Dear colleague,

The nitrogen atoms in your afterglow, the species also at work in plasma nitridation of gate oxides, occur in three terms of the configuration $1s^22s^22p^3$: the quartet $^4S$ and the doublets $^2D$ and $^2P$, all of odd parity. You asked what the multiplicity says about the spins taken two at a time, and how it can govern an energy when the Coulomb repulsion contains no spin. Both answers come from an operator identity that Dirac gave in 1929.

\paragraph{Premises and conventions.}
Angular momenta are in units of $\hbar$. The letter $N$ counts electrons; nitrogen is spelled out.

(i) Each electron has a two-dimensional spin space with orthonormal basis $\alpha,\beta$. With $s_\pm=s_x\pm is_y$: $s_z\alpha=\tfrac12\alpha$, $s_z\beta=-\tfrac12\beta$, $s_+\beta=\alpha$, $s_-\alpha=\beta$, $s_+\alpha=s_-\beta=0$, and $\mathbf s^2=\tfrac34$.

(ii) The spin space of $N$ electrons is the tensor product. Operators of different electrons commute, $\mathbf S=\sum_i\mathbf s_i$, and $\mathbf S^2$ has eigenvalues $S(S+1)$.

(iii) Electronic states change sign when space and spin labels of two electrons are exchanged together.

(iv) For energies only: the Hamiltonian is the nonrelativistic, spin-free one.

$P_{ij}$ exchanges the spin labels of electrons $i$ and $j$ and leaves their positions alone; $T_{ij}$ exchanges positions and leaves spins alone. In products such as $\alpha\beta$ the order gives the label. Steps 1 to 3 use only (i) and (ii).

\paragraph{Step 1: the exchange identity.}
Multiplying out the ladder operators gives $s_{i+}s_{j-}+s_{i-}s_{j+}=2(s_{ix}s_{jx}+s_{iy}s_{jy})$, since the cross terms cancel. Hence
\begin{equation}
\mathbf s_i\cdot\mathbf s_j=s_{iz}s_{jz}+\tfrac12\left(s_{i+}s_{j-}+s_{i-}s_{j+}\right).\tag{1}
\end{equation}
Apply this to the four products that span the space of the pair. On $\alpha\alpha$ and $\beta\beta$ each ladder term contains a factor that annihilates, and only $s_{iz}s_{jz}=\tfrac14$ survives. On $\alpha\beta$ the diagonal term is $-\tfrac14$ and $s_{i-}s_{j+}\alpha\beta=\beta\alpha$; on $\beta\alpha$ the other ladder term acts in the same way. With $D=\tfrac12+2\,\mathbf s_i\cdot\mathbf s_j$,
\begin{equation}
\begin{aligned}
D\,\alpha\alpha&=(\tfrac12+\tfrac12)\,\alpha\alpha=\alpha\alpha, &
D\,\alpha\beta&=(\tfrac12-\tfrac12)\,\alpha\beta+\beta\alpha=\beta\alpha,\\
D\,\beta\beta&=\beta\beta, &
D\,\beta\alpha&=\alpha\beta .
\end{aligned}\tag{2}
\end{equation}
This is what $P_{ij}$ does to each product. Two linear operators that agree on a basis are equal, and both act as the unit operator on all other spins and on the positions, so on the whole $N$-electron space
\begin{equation}
P_{ij}=\tfrac12+2\,\mathbf s_i\cdot\mathbf s_j .\tag{3}
\end{equation}
$P_{ij}$ is Hermitian and $P_{ij}^2=1$, so its eigenvalues are $\pm1$. The three symmetric pair functions (the triplet) have $P=+1$ and $\mathbf s_i\cdot\mathbf s_j=\tfrac14$; the antisymmetric one (the singlet) has $P=-1$ and $\mathbf s_i\cdot\mathbf s_j=-\tfrac34$. The projectors on triplet and singlet are therefore
\begin{equation}
\tfrac12(1+P_{ij})=\tfrac34+\mathbf s_i\cdot\mathbf s_j,\qquad
\tfrac12(1-P_{ij})=\tfrac14-\mathbf s_i\cdot\mathbf s_j .\tag{4}
\end{equation}
The relation is linear because two spins $\tfrac12$ couple to only two values of the pair spin. $P_{ij}$ and $\mathbf s_i\cdot\mathbf s_j$ are both constant on each, and a straight line passes through any two points.

\paragraph{Step 2: the total spin.}
Square the sum. The $N$ diagonal terms give $\tfrac34$ each, and by (ii) every unordered pair appears twice:
\begin{equation}
\mathbf S^2=\tfrac34N+2\sum_{i<j}\mathbf s_i\cdot\mathbf s_j .\tag{5}
\end{equation}
By (3), $2\,\mathbf s_i\cdot\mathbf s_j=P_{ij}-\tfrac12$. There are $N(N-1)/2$ pairs, so the constants add to $\tfrac34N-\tfrac14N(N-1)=\tfrac14N(4-N)$, and with $C=\sum_{i<j}P_{ij}$
\begin{equation}
\mathbf S^2=\frac{N(4-N)}{4}+C,\qquad C=S(S+1)-\frac{N(4-N)}{4}\ \text{ on states of spin } S.\tag{6}
\end{equation}
Two limits test it. For $N=2$ it reads $\mathbf S^2=1+P_{12}$, which is 2 on the triplet and 0 on the singlet. For all spins parallel every $P_{ij}=1$, and $\tfrac14N(4-N)+\tfrac12N(N-1)=\tfrac N2\left(\tfrac N2+1\right)$. A relabelling of electrons only reorders the terms of $C$, so $C$ and $\mathbf S^2$ commute with every permutation of spins. Any operator that contains no spin, the electric dipole moment for one, commutes with each $P_{ij}$ and thus with $\mathbf S^2$; it cannot connect your quartet with a doublet.

\paragraph{Step 3: the pair average.}
Take the expectation value of (5) in any normalised state of spin $S$, solve for the sum and divide by the number of pairs ($N\ge2$):
\begin{equation}
\overline{\langle\mathbf s_i\cdot\mathbf s_j\rangle}
=\frac{\tfrac12\left[S(S+1)-\tfrac34N\right]}{\tfrac12N(N-1)}
=\frac{S(S+1)-\tfrac34N}{N(N-1)} .\tag{7}
\end{equation}
Neither $M_S$ nor the order of coupling enters. Summing the projectors (4) over pairs gives the mean numbers of triplet and singlet pairs,
\begin{equation}
n_T=\frac{3N(N-2)}{8}+\frac{S(S+1)}{2},\qquad
n_S=\frac{N(N+2)}{8}-\frac{S(S+1)}{2},\tag{8}
\end{equation}
with $n_T+n_S=N(N-1)/2$ and $n_T-n_S=\langle C\rangle$.

\paragraph{Step 4: what the Pauli principle adds.}
Premise (iii) says $T_{ij}P_{ij}\Psi=-\Psi$. Multiply by $T_{ij}$ and use $T_{ij}^2=1$:
\begin{equation}
T_{ij}\Psi=-P_{ij}\Psi .\tag{9}
\end{equation}
A triplet pair is antisymmetric in space, so its amplitude vanishes where the two electrons meet; a singlet pair is symmetric. Equation (8) thus fixes how much of the pair distribution is of each kind. Further, let $\pi$ be a permutation of space and spin labels together that carries $(1,2)$ to $(i,j)$. Then $\mathbf s_i\cdot\mathbf s_j=\pi\,\mathbf s_1\cdot\mathbf s_2\,\pi^{-1}$, $\pi$ is unitary and $\pi^{-1}\Psi=\pm\Psi$, so $\langle\mathbf s_i\cdot\mathbf s_j\rangle$ is the same for every pair of electron labels and equals the average (7).

\paragraph{Step 5: a single determinant.}
For orthonormal spin orbitals the expectation value of $\sum_{i<j}g_{ij}$ is $\sum_{a<b}[\langle ab|g|ab\rangle-\langle ab|g|ba\rangle]$. Put $g=P$. For parallel spins $P$ acts as unity, the direct term is 1, and the exchange term vanishes because the spatial parts are orthogonal. For $a=\phi\alpha$, $b=\chi\beta$ the direct term vanishes by spin orthogonality, while $P$ turns $|ba\rangle$ into $\chi\alpha(1)\,\phi\beta(2)$, whose overlap with $|ab\rangle$ is $|\langle\phi|\chi\rangle|^2$. With $N_\alpha$ and $N_\beta$ electrons of each spin,
\begin{equation}
\langle C\rangle=\tfrac12N_\alpha(N_\alpha-1)+\tfrac12N_\beta(N_\beta-1)-\sum_{\phi,\chi}|\langle\phi|\chi\rangle|^2 .\tag{10}
\end{equation}
For one common set of orthonormal orbitals the rule is: count the parallel pairs and subtract one for each doubly occupied orbital.

\paragraph{Step 6: three spins.}
For $N=3$, Eq.~(6) is $\mathbf S^2=\tfrac34+C$, so $C=3$ for $S=\tfrac32$ and $C=0$ for $S=\tfrac12$; by (7) the pair averages are $+\tfrac14$ and $-\tfrac14$. No $P_{ij}$ can exceed 1, so $C=3$ makes every pair a pure triplet. To see $C=0$ directly, take $M_S=\tfrac12$. Each of $\alpha\alpha\beta$, $\alpha\beta\alpha$, $\beta\alpha\alpha$ is left alone by one transposition and sent to the other two products by the remaining two, so $C$ is the $3\times3$ matrix of ones. It has eigenvalue 3 on the symmetric sum and 0 on the two orthogonal functions
\begin{equation}
\Theta_1=\frac{\alpha\beta\alpha-\beta\alpha\alpha}{\sqrt2},\qquad
\Theta_2=\frac{2\alpha\alpha\beta-\alpha\beta\alpha-\beta\alpha\alpha}{\sqrt6}.\tag{11}
\end{equation}
Permuting the labels and projecting back gives, in this basis,
\begin{equation}
P_{12}=\begin{pmatrix}-1&0\\0&1\end{pmatrix},\quad
P_{23}=\frac12\begin{pmatrix}1&\sqrt3\\ \sqrt3&-1\end{pmatrix},\quad
P_{13}=\frac12\begin{pmatrix}1&-\sqrt3\\-\sqrt3&-1\end{pmatrix},\tag{12}
\end{equation}
and the three add to zero. From $\mathbf s_i\cdot\mathbf s_j=\tfrac12P_{ij}-\tfrac14$ the pairs $(12),(23),(13)$ carry $-\tfrac34,0,0$ in $\Theta_1$ and $+\tfrac14,-\tfrac12,-\tfrac12$ in $\Theta_2$; both sets average to $-\tfrac14$. This does not contradict Step 4. In the state $\mathcal A[x(1)y(2)z(3)\Theta]$, with $\mathcal A$ the antisymmetriser and $x,y,z$ the real $2p$ orbitals, the positions in $\Theta$ name orbitals, and the unequal values are spin correlations between orbitals. The symmetric operator $C$ commutes with $\mathcal A$ and acts on $\Theta$ directly.

\paragraph{Step 7: the repulsion inside the $2p$ shell.}
Assume now one radial function $R(r)$ for all three $2p$ electrons and a frozen closed core $1s^22s^2$. The one-electron energy and the interaction with the spherical, spin-paired core are the same for all six $2p$ spin orbitals and connect none of them, so they add one constant to all terms. What remains is $V=\sum_{i<j}1/r_{ij}$, in hartree atomic units, among the three.

Write the orbitals as $R(r)\sqrt{3/4\pi}\,n_a$, with $\mathbf n$ the unit vector and $a=x,y,z$, and expand
\begin{equation}
\frac1{r_{12}}=\sum_k\frac{r_<^k}{r_>^{k+1}}\,\mathcal P_k(\mathbf n_1\cdot\mathbf n_2),\qquad
F^k=\iint R^2(r_1)R^2(r_2)\frac{r_<^k}{r_>^{k+1}}\,r_1^2r_2^2\,dr_1dr_2,\tag{13}
\end{equation}
where $\mathcal P_k$ is a Legendre polynomial. The product $n_an_b=\tfrac13\delta_{ab}+Q_{ab}$, with $Q_{ab}$ symmetric and traceless, holds only ranks 0 and 2, so only $k=0,2$ survive. Since $\sum_{cd}Q_{cd}(\mathbf n_1)Q_{cd}(\mathbf n_2)=(\mathbf n_1\cdot\mathbf n_2)^2-\tfrac13$, we have $\mathcal P_2=\tfrac32\sum_{cd}Q_{cd}(\mathbf n_1)Q_{cd}(\mathbf n_2)$. The spherical average of $n_an_bn_cn_d$ is an isotropic, fully symmetric tensor, and contraction with $\mathbf n^2=1$ fixes it as $(\delta_{ab}\delta_{cd}+\delta_{ac}\delta_{bd}+\delta_{ad}\delta_{bc})/15$; the average of $n_an_b$ is $\delta_{ab}/3$. Hence
\begin{equation}
\frac3{4\pi}\int n_an_bQ_{cd}\,d\Omega=\tfrac25\Lambda_{ab,cd},\qquad
\Lambda_{ab,cd}=\tfrac12(\delta_{ac}\delta_{bd}+\delta_{ad}\delta_{bc})-\tfrac13\delta_{ab}\delta_{cd}.\tag{14}
\end{equation}
$\Lambda$ projects on symmetric traceless tensors, so $\Lambda^2=\Lambda$ and the $k=2$ angular factor is $\tfrac32\cdot\tfrac4{25}\Lambda_{ab,ef}$. In the convention of Condon and Shortley, $F_0=F^0$ and $F_2=F^2/25$,
\begin{equation}
\langle ae|r_{12}^{-1}|bf\rangle=(F_0-2F_2)\,\delta_{ab}\delta_{ef}+3F_2\,\delta_{af}\delta_{eb}+3F_2\,\delta_{ae}\delta_{bf},\tag{15}
\end{equation}
where $a,b$ belong to electron 1 and $e,f$ to electron 2. It contains the Coulomb integrals $J_{xx}=F_0+4F_2$ and $J_{xy}=F_0-2F_2$ and the exchange integral $K=\langle xy|r_{12}^{-1}|yx\rangle=3F_2$.

Read the three tensors in (15) as operators on the pair. The first is unity. The second is $T_{12}$, because $\langle ae|T_{12}|bf\rangle=\langle ae|fb\rangle$. The third is $3\Pi_{12}$, where $\Pi_{12}$ projects on the rotationally invariant pair function $(xx+yy+zz)/\sqrt3$. Sum over the three pairs and use (9) on antisymmetric states:
\begin{equation}
V=3(F_0-2F_2)-3F_2\,C+9F_2\sum_{i<j}\Pi_{ij},\qquad C=\mathbf S^2-\tfrac34 .\tag{16}
\end{equation}
This answers your second question. A spin-free interaction depends on the spatial symmetry of pairs, the Pauli principle ties that symmetry to $P_{ij}$, and Dirac's identity sums the $P_{ij}$ to $\mathbf S^2$.

The shell has $\binom63=20$ determinants; a bar marks spin $\beta$. Eight have the occupation $xyz$. There $\Pi_{ij}$ gives zero, since no orbital holds two electrons, and by Step 6 they form one quartet and two doublets, with $V=3F_0-15F_2$ and $3F_0-6F_2$. The other twelve have one orbital doubly occupied. A single unpaired spin on a singlet pair is a doublet, and (10) agrees: $\langle C\rangle=1-1=0$. $\Pi$ moves the pair and leaves the odd electron in place, so with that electron in $y$ the block consists of $|x\bar xy|$ and $|z\bar zy|$, the Pauli principle excluding $y\bar yy$. Every element of $\sum\Pi_{ij}$ in this block is $(1/\sqrt3)^2=\tfrac13$, and the eigenvalues are 0 for the difference and $\tfrac23$ for the sum. They give $3F_0-6F_2$ and $3F_0$, each once for every choice of the odd orbital and of its spin.

The orbital labels follow from counting. The quartet has one spatial state, so $L=0$. For each $M_S$ the doublets have $2+3=5$ states at $3F_0-6F_2$ and 3 states at $3F_0$. In the complex basis $m=1,0,-1$ the $M_S=\tfrac12$ determinants number one with $M_L=2$ and two with $M_L=1$, which demands one $L=2$ and one $L=1$ term; each must be degenerate, and together they use up the eight states. Thus
\begin{equation}
V(^4S)=3F_0-15F_2,\qquad V(^2D)=3F_0-6F_2,\qquad V(^2P)=3F_0,\tag{17}
\end{equation}
with $4+10+6=20$ states. The interval $^2D-{}^4S$ is $9F_2=3K$, the exchange integral times the change of $C$ from 3 to 0: pure spin algebra, once $K$ is given. The two doublets have the same $C$ and the same pair average, and their separation $6F_2$ comes from the $\Pi$ term, on which the identity is silent. The model ratio $(^2P-{}^4S)/(^2D-{}^4S)$ is $5/3$ for any $R(r)$.

One trap deserves mention. The determinant $|xy\bar z|$ has one parallel pair and no double occupation, so (10) gives $\langle C\rangle=1$ and $\langle\mathbf S^2\rangle=\tfrac74$. Solving $\tfrac34+3w=\tfrac74$ gives the quartet weight $w=\tfrac13$. By (16) its energy is $3F_0-9F_2$, only $6F_2$ above the quartet. A calculation that takes this determinant for $^2D$ with the same orbitals recovers two thirds of the model interval.

\paragraph{Range of validity.}
(a) Equations (3), (5) and the first of (6) are operator identities for any number of spins $\tfrac12$, electrons or nuclei, with no dynamical assumption. They fail for larger spins. Two spins 1 couple to three values, with $\mathbf s_i\cdot\mathbf s_j=1,-1,-2$ and $P=+1,-1,+1$, and the exchange operator is the quadratic $(\mathbf s_i\cdot\mathbf s_j)^2+\mathbf s_i\cdot\mathbf s_j-1$. Then $\mathbf S^2$ is no longer a constant plus a sum of transpositions.

(b) Equations (7) and (8) need a fixed $N\ge2$. In a state that is not a spin eigenfunction they hold with $\langle\mathbf S^2\rangle$ in place of $S(S+1)$. With $N=7$ they are exact for the fully correlated eigenstates of the spin-free Hamiltonian of nitrogen; with $N=3$ they presuppose that the core is a closed singlet that factors out. A uniform magnetic field adds a Zeeman term in $L_z$ and $S_z$, which commutes with $\mathbf S^2$.

(c) Spin--orbit coupling, $H_{so}=\xi\sum_i\mathbf l_i\cdot\mathbf s_i$ within the shell, does not commute with $\mathbf S^2$. Apply $\mathbf l\cdot\mathbf s=l_zs_z+\tfrac12(l_+s_-+l_-s_+)$ to the quartet determinant $|1\,0\,{-1}|$ with all spins $\alpha$. The $l_zs_z$ terms sum to $\tfrac12(1+0-1)=0$, and $s_+$ annihilates. The term $\tfrac12l_+s_-$ turns $0\alpha$ into $1\beta$ and $-1\alpha$ into $0\beta$, each with amplitude $\tfrac12\sqrt2$. The two resulting determinants are orthonormal doublets, so the resulting vector has norm $\xi$; it has $L=1$, because an orbital vector operator acted on $L=0$. The quartet therefore acquires, in first order, a $^2P_{3/2}$ amplitude of magnitude $\epsilon=\xi/\Delta$, where $\Delta$ is the $^2P-{}^4S$ interval, and
\begin{equation}
\langle\mathbf S^2\rangle=\tfrac{15}4(1-\epsilon^2)+\tfrac34\epsilon^2=\tfrac{15}4-3\epsilon^2 .\tag{18}
\end{equation}
The spin label is meaningful while $\epsilon\ll1$, a condition that weakens for the heavier $p^3$ atoms of the group.

(d) Equations (16) and (17) are first-order results for one configuration with a common frozen radial function. They omit the relaxation of the orbitals from term to term and all correlation, including the mixing of $2s^22p^3\;{}^2P$ with $2p^5\;{}^2P$, which has no counterpart for $^4S$ or $^2D$. That the whole interval appears as electron repulsion also belongs to the frozen orbitals: for exact states the virial theorem makes the change of kinetic energy equal and opposite to the change of total energy.

\paragraph{Numbers for nitrogen.}
The spin quantities need no input beyond $N$ and $S$:
\begin{center}
\begin{tabular}{llcccc}
\hline
$N$ & term & $C$ & pair average & $n_T$ & $n_S$\\
\hline
3 & $^4S$ & 3 & $0.25$ & 3 & 0\\
3 & $^2D,\,{}^2P$ & 0 & $-0.25$ & 1.5 & 1.5\\
7 & $^4S$ & 9 & $-0.0357$ & 15 & 6\\
7 & $^2D,\,{}^2P$ & 6 & $-0.1071$ & 13.5 & 7.5\\
\hline
\end{tabular}
\end{center}
The seven-electron averages over 21 pairs are $-1/28$ and $-3/28$. Rule (10) reproduces the quartet value: five $\alpha$ and two $\beta$ electrons make $10+1$ parallel pairs, two orbitals are doubly occupied, and $11-2=9$. Passing from quartet to doublet converts 1.5 triplet pairs into singlet pairs, whichever $N$ is used.

For the energy take a single Slater function, $R=\mathcal N re^{-\zeta r}$ with $\mathcal N^2=a^5/24$ and $a=2\zeta$. In (13) the regions $r_1>r_2$ and $r_1<r_2$ contribute equally, and
\begin{equation}
F^2=2\mathcal N^4\int_0^\infty\! r_2^6e^{-ar_2}\!\int_{r_2}^\infty\! r_1e^{-ar_1}dr_1\,dr_2
=\frac{2a^{10}}{576}\left[\frac{7!}{a(2a)^8}+\frac{6!}{a^2(2a)^7}\right]=\frac{45\,\zeta}{256},\tag{19}
\end{equation}
where the inner integral is $e^{-ar_2}(r_2/a+1/a^2)$. As an approximate input I use Slater's screening constants, 0.35 for each of the four other electrons with $n=2$ and 0.85 for each $1s$ electron. They give an effective charge $7-4(0.35)-2(0.85)=3.90$ and $\zeta=1.95$ bohr$^{-1}$. Then $F^2=0.343$ hartree $=9.33$ eV, $F_2=0.373$ eV $=3.01\times10^3$ cm$^{-1}$ and $K=1.12$ eV. The model places $^2D$ at $9F_2=3.4$ eV ($2.7\times10^4$ cm$^{-1}$) and $^2P$ at $15F_2=5.6$ eV ($4.5\times10^4$ cm$^{-1}$) above $^4S$, and the mixed determinant $|xy\bar z|$ at 2.2 eV. With a typical spin--orbit constant of about 75 cm$^{-1}$ as input, the model's $\epsilon$ is $1.7\times10^{-3}$, its doublet weight $\epsilon^2$ in the ground level is $3\times10^{-6}$, and $\langle\mathbf S^2\rangle$ falls below 3.75 by $8\times10^{-6}$.

These energies are the model's, not the atom's. As typical knowledge, the doublets of nitrogen lie roughly 2.4 and 3.6 eV above the quartet, so the model is too high by factors of about 1.4 and 1.6, that is by about 1 and 2 eV, and the smaller $\Delta$ would raise $\epsilon^2$ to about $7\times10^{-6}$. That miss is the joint size of the crude radial function and of the effects listed under (d), and it is comparable with the intervals themselves; use (17) for the order of the terms and the origin of the splitting, not for line positions. The seven-electron rows of the table depend on none of this, and in the ground level spin--orbit mixing shifts $C$ only at the level of $10^{-5}$.